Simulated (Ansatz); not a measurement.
# The polar optical mode of BP at 20 GPa, worked through

These are results of Ansatz 0.2.0, DFT LDA, scalar-relativistic, plane waves, PAW, not measurements. Cutoff 420 eV, 12×12×12 k-points (Γ-centred), fixed occupations. No spin polarisation. Phonons by linear response, acoustic sum rule imposed.

The cell, relaxed at 20 GPa:
Space group F-43m (No. 216). a = 4.350 Å, b = 4.350 Å, c = 4.350 Å, α = 90.00°, β = 90.00°, γ = 90.00°
```json
{"atom": "B", "site": "4a", "symmetry": "-43m", "x": "0.0000", "y": "0.0000", "z": "0.0000"}
{"atom": "P", "site": "4c", "symmetry": "-43m", "x": "0.2500", "y": "0.2500", "z": "0.2500"}
```

Other phases may be more stable at this pressure.

Linear response gives ν_TO = 902.5 cm⁻¹, Born charges ±0.954 e (positive on P) and ε∞ = 9.166. The primitive cell holds 20.579 Å³, and the masses are 10.810 and 30.974 amu.

Task: Find ν_LO and the static dielectric constant.

Result: The long-wave field adds a restoring force: ω_LO² − ω_TO² = Z*²e²/(ε_vac ε∞ μV). In these units ν_LO² − ν_TO² = 4.92064×10⁷ Z*²/(μ V ε∞) cm⁻², with μ = m₁m₂/(m₁ + m₂) = 8.013 amu: 29627 cm⁻². So ν_LO = √(902.5² + 29627) = 918.8 cm⁻¹, and the run gives 918.8. Lyddane–Sachs–Teller then gives ε0 = ε∞ (ν_LO/ν_TO)² = 9.50, against 9.50 in the run (it forms both from the same three quantities, so the match checks the arithmetic only). Between ν_TO and ν_LO the dielectric function is negative and an undamped crystal reflects fully: a reststrahlen band from 10.9 to 11.1 μm.

Task: What do the Clausius–Mossotti polarisability and the Szigeti charge come to?

Result: With the Lorentz local field, α = (3V/4π)(ε∞ − 1)/(ε∞ + 2) = 3.59 Å³ for the pair, and e_S = 3Z*/(ε∞ + 2) = 0.26 e. The Born charge includes the electrons' response to the dipole's own local field, and e_S takes that enhancement out. The Lorentz field assumes point-like polarisable ions, a poor picture once ε∞ is this large, since the electron clouds then overlap or are shared, so both numbers are formal here.

Task: How strongly does a slow electron couple to the LO mode?

Result: For one isotropic parabolic band, Fröhlich's constant is α_F = (1/ε∞ − 1/ε0) √(m* Ry/ħω_LO), with Ry = 13.606 eV, ħω_LO = 113.9 meV and m* in free-electron masses: α_F = 0.0038 × 10.93 × √m* = 0.04 √m*. The band mass isn't part of this run; for m* = 0.1, 0.3 and 1 it gives 0.01, 0.02, 0.04. In weak coupling the polaron lies α_F ħω_LO below the band edge (3 meV at m* = 0.3) with a mass m*(1 + α_F/6); past α_F of about 5 or 6 that expansion fails. A semilocal functional's ε∞ tends to be too large, which taken alone lowers α_F.

Cost: 1 run of about 0.54 core-minutes, on Intel Xeon Platinum 8375C (Ice Lake) (shared hosts).

The lattice is stiff but only weakly polar. Short-range covalent forces and the light boron atom set the high TO frequency of 902.5 cm⁻¹, and the long-range field lifts the LO mode only to 918.8 cm⁻¹. This small shift doesn't mean that the dynamical charge is negligible: ±0.954 e is appreciable, but electronic screening weakens its field, and the covalent restoring force is already large. The ionic contribution to the static dielectric constant is small for the same reason, which leaves little polar coupling to a slow electron.

The positive Born charge on P runs against the usual electronegativity order. Boron's 2p shell has no p core beneath it and is compact, so it competes strongly for the bond charge. The sign probably reflects this together with the charge that flows along the bonds as the atoms move, and it doesn't establish a static P⁺B⁻ ionic picture. Nor does the weak Fröhlich coupling by itself imply high mobility, since deformation-potential scattering can still limit transport in a covalent semiconductor.
